## Indium arsenide with touching bands

InAs is a semiconductor with a gap of roughly 0.4 eV. A first guess might be that a semilocal density functional makes that gap too small but leaves it open, and that squeezing the crystal then closes it. The calculation gives a different picture. The gap is zero in all six cells, in the five under pressure and in the slightly stretched one.

Ansatz 0.2.0, scalar-relativistic PBEsol without spin polarization, PAW and plane waves to 420 eV, for cubic InAs (F-43m, 2 atoms per cell) at fixed atoms, with a 6×6×6 k mesh and Gaussian smearing of 0.1 eV. Energies are taken at zero smearing, relative to the elements' standard crystals in the same functional; pressure is positive in compression. The rows are a selection, which leaves out runs that failed or met a known fault of the program and some with graver warnings.

| volume (Å³/atom) | shortest distance (Å) | energy over elements (eV/atom) | pressure (GPa) |
| --- | --- | --- | --- |
| 26.795 | 2.591 | -0.176 | 3.280 |
| 27.489 | 2.614 | -0.187 | 1.580 |
| 27.556 | 2.616 | -0.188 | 1.420 |
| 27.653 | 2.619 | -0.188 | 1.210 |
| 27.690 | 2.620 | -0.189 | 1.120 |
| 28.472 | 2.644 | -0.190 | -0.470 |

Nothing in the printed columns betrays this. The volume is given per atom, the pressure is positive when the cell pushes outward, and the energy is counted from the solid elements. Both results run smoothly with volume. The fault has to be sought in the electronic levels of the same runs.

### A zero that is too exact

The gap between the last band that the electrons should fill and the next one is below $10^{-10}$ eV in each row. Two unrelated bands that happened to meet at one volume would separate again at the next. A gap that stays at zero while the cell changes size points to a level that symmetry keeps degenerate and that the electrons fill only in part.

Cubic InAs has such a level at the zone centre, Γ, where the electron wave has the same phase in every cell. The top of the valence band there is threefold, made mostly of arsenic p orbitals, with places for six electrons. In the real crystal all six places are taken, and the lowest conduction state, which is s-like, lies empty above them. If the functional puts the s-like state below the p level, it takes two electrons, and four are left for six places. The bands then touch at every volume where this order holds, because cubic symmetry forbids the p level to split.

### Counting electrons with the smearing term

This picture can be tested without a plot of the bands. The calculation fills levels near the Fermi energy gradually, over a width $w = 0.1$ eV, and reports an entropy-like term $TS$ for the partly filled ones. A full or an empty level adds nothing. With Gaussian smearing, one electron place that lies $x$ widths from the Fermi energy adds

$$\frac{w}{2\sqrt{\pi}}\,e^{-x^2}\cdot\frac{1}{216},$$

where the last factor is the share of Γ in a mesh of $6\times6\times6$ points.

Four electrons in six places mean a filling of 2/3. The smearing function has this value when $\mathrm{erf}(x)=1/3$, so $x = 0.305$ and $e^{-x^2} = 0.911$. With $w/(2\sqrt{\pi}) = 28.2$ meV, the six places together give

$$TS = 6\times 28.2\ \text{meV}\times 0.911/216 = 0.714\ \text{meV per cell}.$$

The five larger cells have 0.714 meV, and no constant was adjusted to reach it. A half-filled twofold level would give 0.522 meV, and s and p levels at the same energy 0.832 meV. An open gap much wider than the smearing would give almost zero.

The number fits this filling but does not fix the character of the orbitals, and a threefold level with two electrons would give the same $TS$. That four electrons are left, and that an s-like state took the other two, is an inference from the known bands of InAs; the orbital make-up of the levels at Γ is not reported.

### What compression does

The smallest cell stands apart, with a $TS$ of 0.728 meV. Its gap is still zero, so the order is still inverted, but some further level has come close enough to the Fermi energy to be slightly emptied or slightly filled. The natural candidate is the s-like state, rising from below.

The extra 0.0138 meV then tells how deep that state lies. Its two places could add at most $2\times 28.2/216 = 0.261$ meV, which is 19 times the extra amount. Hence $e^{-x^2}\approx 1/19$, and the state lies about 1.7 widths below the Fermi energy. The p level itself lies 0.3 widths below it, so the inversion is about 0.14 eV. This estimate rests on one row, and only the level energies at Γ could confirm it.

In the other rows the extra amount is so small that it gives only a lower bound: the s-like state lies at least about a quarter of an electronvolt below the p level. Compression therefore lessens the inversion, against the first guess that pressure closes the gap. The reason lies in the bond. The s-like state is antibonding between indium and arsenic, so shorter bonds push it up faster than the p level.

The size of the shift is reasonable too. The gap of InAs is known to change by roughly 6 eV per unit of $\ln V$, where $V$ is the volume. Between the two smallest cells $\ln V$ changes by 0.026, which should move the s-like state by about 0.15 eV. Added to 0.14 eV, this puts it about 0.3 eV deep in the second cell, in keeping with the bound.

### Why the functional gets the order wrong

A semilocal functional builds the potential from the density and its gradient at each point. Each electron then still repels part of its own charge, and the potential lacks the jump that it should make when an electron is added across a gap. Occupied levels come out too high and empty ones too low, by an amount that depends on the material. In InAs the filled 4d shell of indium adds to the error: it lies too high and pushes the arsenic p level up.

What sets InAs apart is how little room it has. Against the real gap of roughly 0.4 eV, the inversion of at least about a quarter of an electronvolt in the cells near the measured volume means an error of about 0.7 eV or more. A semiconductor with a wide gap survives such an error with a gap that is merely too small. One with a narrow gap can have its bands reordered, and the calculation then reports a metal.

Spin-orbit coupling is absent here. The makers of the data caution, from tests on other systems and not from these runs, that it could open a gap where bands touch. In this band order, theory says that it would not. The coupling splits the p level into a lower pair of places and an upper set of four. Two of the four electrons fill the pair, and the other two half fill the upper set, which cubic symmetry again keeps together. The upper set also moves up, further above the s-like state. The cure has to come from a better treatment of exchange, as in hybrid functionals or the $GW$ method.

### Why energy and pressure hide it

The pressures, summed over the change of volume, give an energy drop of 13.8 meV per atom from the smallest to the largest cell; the energies themselves give 14 meV. The two results agree, and neither shows a kink. The total energy gathers all occupied states over the whole mesh, and the wrong order is confined to a small region around Γ. The smearing term itself varies by less than 0.01 meV per atom.

The structure comes out well. A Murnaghan curve, fitted by least squares to the pressures of all six rows with a typical pressure derivative of 4.6 for the bulk modulus, reaches zero pressure at 28.2 Å³ per atom. This is a cubic edge of 6.09 Å, against a measured value of roughly 6.1 Å. The row of lowest energy, at 28.472 Å³, lies just beyond this point and is slightly stretched, as its negative pressure shows.

The energy over the elements is less good. Near equilibrium it is −0.19 eV per atom, against roughly −0.3 eV from experiment. This compares a compound with two different solids, and the table cannot tell how much of the difference comes from any one of them. Since the reference is the same in each row, it leaves the trend with volume untouched.

None of the six runs carries a warning of its own, but the makers of the data, going by tests on other systems, count the k mesh as coarse. No finer mesh was run here, so energies, volume and stiffness could still shift somewhat on one. Within that limit the runs can serve for the volume and stiffness of InAs, but not for its conductivity, optical absorption or carrier mass. When a known semiconductor comes out with a gap of exactly zero at several volumes, compare the smearing term with that of a partly filled degenerate level. If they match, suspect the band order, and check the levels at Γ with a hybrid functional before calling the material a metal. The comparison needs a mesh that contains Γ and whose other points have no levels within a few smearing widths of the Fermi energy. On a much finer mesh, points close to Γ would add to the term, and a mismatch would then not clear the band order.
